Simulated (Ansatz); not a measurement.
Relaxed bulk Hf, space group P6_3/mmc (No. 194):

```cif
data_structure
_symmetry_space_group_name_H-M 'P6_3/mmc'
_symmetry_Int_Tables_number 194
_cell_length_a 3.2048
_cell_length_b 3.2048
_cell_length_c 5.0676
_cell_angle_alpha 90.000
_cell_angle_beta 90.000
_cell_angle_gamma 120.000
_cell_volume 45.07
loop_
_atom_site_label
_atom_site_type_symbol
_atom_site_symmetry_multiplicity
_atom_site_Wyckoff_symbol
_atom_site_fract_x
_atom_site_fract_y
_atom_site_fract_z
_atom_site_occupancy
Hf1 Hf 2 d 0.33333 0.66667 0.75000 1
```

Miller indices refer to the conventional cell of P6_3/mmc (No. 194), a = 3.205 Å, b = 3.205 Å, c = 5.068 Å, α = 90.00°, β = 90.00°, γ = 120.00°.

The (101) slab of 10 planes, 10.1 Å thick with 15 Å of vacuum as cut; outer planes Hf (top) and Hf (bottom).

Computed with DFT PBE, scalar-relativistic, plane waves, PAW (Ansatz). Settings: cutoff 420 eV, Γ-centred mesh 11×6×1 on the computed 10-atom cell, Gaussian smearing of 0.10 eV; no spin polarisation. A dipole correction removes the field between periodic images along c.

The slab's inner planes relax by over 3 % too, so it holds no bulk-like region.

Results for the relaxed slab:

For the relaxed slab, the surface energy (mean of both faces) is 1.78 J/m² and the work function is 3.90 eV.

Relaxation lowers the energy by 0.064 J/m² a face; the largest move is 0.110 Å.

```csv
plane (bottom to top),atoms,"spacing to next, bulk (Å)",relaxed (Å),change (%)
1,Hf,0.406,0.389,-4.2
2,Hf,2.029,1.916,-5.6
3,Hf,0.406,0.406,0.0
4,Hf,2.029,2.068,+2.0
5,Hf,0.406,0.366,-9.7
6,Hf,2.029,2.068,+2.0
7,Hf,0.406,0.406,0.0
8,Hf,2.029,1.916,-5.6
9,Hf,0.406,0.389,-4.2
10,Hf,,,
```

With no bulk-like middle, the error of these values can't be bounded.

Spin-orbit coupling is left out, which matters for the bands of heavy elements.

γ = (E_slab − N·E_bulk)/2A = 4.105 eV / (2 × 18.52 Å²) = 110.9 meV/Å² = 1.78 J/m², with N = 10 atoms. The cut crosses 7 bonds a cell (neighbours within 10 % of the shortest distances), so each costs 0.59 eV on this count. The top spacing shrinks by 4.2 %, as is usual at a metal's surface, where atoms that lost neighbours bind closer to those left.

The percentages hide where the relaxation really happens. The planes pair into corrugated double layers, and the main change is the outermost pair sinking as a unit towards the next, with the wide gap closing from 2.029 to 1.916 Å. The larger relative change at the centre, -9.7 %, acts on a spacing of only 0.406 Å and is a much smaller displacement. The inward shift fits electron density smoothing over a corrugated metal surface, together with stronger back-bonding through the partly filled 5d shell. The next wide gap expands slightly, as in the alternating response common at open metal faces.

Relaxation recovers only 0.064 J/m² a face, so the surface energy of 1.78 J/m² is mostly the cost of lost metallic bonding. The 0.59 eV per cut bond is an average rather than a transferable bond energy, because d-band cohesion does not grow linearly with coordination. The work function of 3.90 eV is plausible for an electropositive group 4 metal. A single facet cannot show which faces dominate the equilibrium crystal shape.
